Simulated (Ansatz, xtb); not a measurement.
## C2H4Si: which of two isomers lies lower

Structure X: `C1=C[SiH2]1`, a singlet. Structure Y: `C1C[Si]1`, a singlet. Both are isolated molecules in the gas phase, relaxed with BLYP-D3(BJ)/def2-SVP.

Quicker runs give these differences E(Y) − E(X): GFN2-xTB −6.33 kcal/mol; HF/STO-3G −26.49 kcal/mol (at GFN2-xTB geometries); r2SCAN-D4/def2-SVP +1.96 kcal/mol (at GFN2-xTB geometries).

Question: Estimate which is lower in electronic energy at CCSD(T)/def2-TZVPP, and by roughly how much.

Answer: The CCSD(T)/def2-TZVPP calculation puts structure X lower, by 1.58 kcal/mol.

The same difference at several levels:

| level | geometry | E(Y) − E(X) (kcal/mol) | departure from the last row (kcal/mol) | job, with rough time for the two |
| --- | --- | --- | --- | --- |
| GFN2-xTB | GFN2-xTB | −6.33 | −7.90 | optimisation, 0.12 s |
| HF/STO-3G | GFN2-xTB | −26.49 | −28.07 | single point, 0.2 s |
| r2SCAN-D4/def2-SVP | GFN2-xTB | +1.96 | +0.38 | single point, 3 s |
| BLYP-D3(BJ)/def2-SVP | BLYP-D3(BJ)/def2-SVP | +0.47 | −1.11 | optimisation, 12 s |
| HF/def2-TZVPP | BLYP-D3(BJ)/def2-SVP | +5.70 | +4.12 | part of the CCSD(T) run |
| MP2/def2-TZVPP | BLYP-D3(BJ)/def2-SVP | +2.85 | +1.27 | part of the CCSD(T) run |
| CCSD(T)/def2-TZVPP | BLYP-D3(BJ)/def2-SVP | +1.58 |  | single point, 34 s |

As drawn, Y has 1 C–C, 2 C–H in place of 1 C=C, 2 Si–H.

GFN2-xTB, HF/STO-3G put the two in the other order. BLYP-D3(BJ)/def2-SVP finds them nearly level. The largest departure from CCSD(T)/def2-TZVPP is that of HF/STO-3G, 28.07 kcal/mol.

With harmonic frequencies from BLYP-D3(BJ)/def2-SVP (ideal gas, rigid rotor, one conformer each, 298.15 K, 1 atm): the zero-point term adds +2.69 kcal/mol; ΔH is +4.34 and ΔG +4.13 kcal/mol.

The correlated steps freeze 7 core orbitals. Codes used: Ansatz 0.2.0, xtb 6.7.1; the last row on 1 thread of Arm Neoverse V1 on a shared host.

The silirene X and the cyclic silylene Y are almost balanced, because Y gives up a C=C π bond and two Si–H bonds but gains two stronger C–H bonds and leaves silicon divalent. That last step costs far less than it would at carbon: silicon's 3s and 3p orbitals hybridise less readily, so the lone pair stays largely 3s in character and the singlet silylene is comparatively stable.

With the larger basis, correlation narrows the gap from +5.70 to +1.58 kcal/mol, probably in part through mixing of the silylene lone pair with its low-lying empty 3p orbital. The reversal in HF/STO-3G points mainly to the minimal basis, which lacks the flexibility and polarisation functions needed to describe the π bond and the strained silicon ring evenly.

The electronic preference for X is slim, but zero-point energy reinforces it, as stiff C–H bonds in Y replace softer Si–H bonds. Entropy changes little between two compact rings. The energy difference says nothing about the barrier to interconversion, and so nothing about whether Y would persist.
